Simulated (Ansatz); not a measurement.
Exact exchange in BN: computed gaps and pressures at one geometry

```
CELL_PARAMETERS angstrom
2.50556 0.00000 0.00000
-1.25278 2.16987 0.00000
0.00000 0.00000 6.65288
ATOMIC_POSITIONS crystal
B 0.33333 0.66667 0.25000
B 0.66667 0.33333 0.75000
N 0.33333 0.66667 0.75000
N 0.66667 0.33333 0.25000
```

All runs: Ansatz, plane waves and PAW, scalar-relativistic (no spin–orbit coupling), 6×6×2 k-mesh, Gaussian smearing of 0.05 eV, no spin polarisation. Semilocal reference PBE: gap 4.28 eV, pressure 2.9 GPa. The hybrids carry no U.

What gap and pressure does HSE06-type hybrid with an exact-exchange fraction of 0.45 and a screening parameter of 0.3 Å⁻¹ give at this geometry?

Gap 6.27 eV, pressure -5.7 GPa.

And the other functionals?


```
                                                                                    functional       gap  pressure (GPa)  stress xx / yy / zz (GPa)  cutoff (eV)  core-seconds
                                       PBE0-type hybrid with an exact-exchange fraction of 0.1   5.09 eV             0.8          -0.2 / -0.2 / 2.7          420            12
                                                                                       r2SCANh   5.57 eV            -2.4          -4.1 / -4.1 / 0.9          500            16
                                       PBE0-type hybrid with an exact-exchange fraction of 0.2   5.92 eV            -1.2          -3.0 / -3.0 / 2.4          420            12
HSE06-type hybrid with an exact-exchange fraction of 0.45 and a screening parameter of 0.3 Å⁻¹   6.27 eV            -5.7          -9.5 / -9.5 / 2.0          420            15
                                PBE0-type hybrid with an exact-exchange fraction taken as 1/ε∞   6.31 eV            -2.1          -4.3 / -4.3 / 2.2          420            28
                                                                                       r2SCAN0   6.70 eV            -4.4          -7.1 / -7.1 / 0.9          500            19
                                                                                  Hartree-Fock  13.19 eV            -2.8          -6.5 / -6.5 / 4.5          420            16
```

In the PBE0 form the gap grows almost linearly with the exact-exchange fraction, by 0.82 eV for each tenth. The dielectric-dependent PBE0 form takes the fraction 0.247 = 1/ε∞, that is ε∞ = 4.1. On shared hosts the hybrid runs at the reference's cutoff took roughly 14 to 33 times the core time of the semilocal one on the same mesh, with some more bands. Measured gap: 5.90 eV (a printed reference work (data compilation)); 7.10 eV (a printed reference work (data compilation)).

Caveats: at least one run has a pressure over 8 GPa or diagonal stresses over 5 GPa apart; core times come from shared hosts and scatter; functionals with much or all of the long-range exchange (Hartree–Fock, LC-wPBE, CAM-B3LYP) overshoot the gaps of most solids, bar the widest; gaps are read on a coarse mesh; stress loosely converged.

Exact exchange opens the gap of this layered BN by lowering the filled, mainly N 2p π states relative to the empty, mainly B 2p π* states. The screened hybrid with fraction 0.45 and the dielectric-dependent PBE0 form give almost the same gap, 6.27 and 6.31 eV, yet pressures of -5.7 and -2.1 GPa. A larger short-range share can thus replace long-range exchange in the gap without giving the same forces on the lattice. Within the PBE0 series the added exchange acts mostly on the in-plane stress, which suggests a preference for shorter sp² B–N bonds, while the stress across the weakly bound layers hardly changes. Hartree-Fock, which also drops correlation, doesn't simply continue this series.

The match between 5.92 eV at fraction 0.2 and the measured 5.90 eV doesn't single out that functional. Electron–hole binding is strong in layered BN, so an optical onset lies below the fundamental gap, and the two measured values may refer to different quantities or samples.
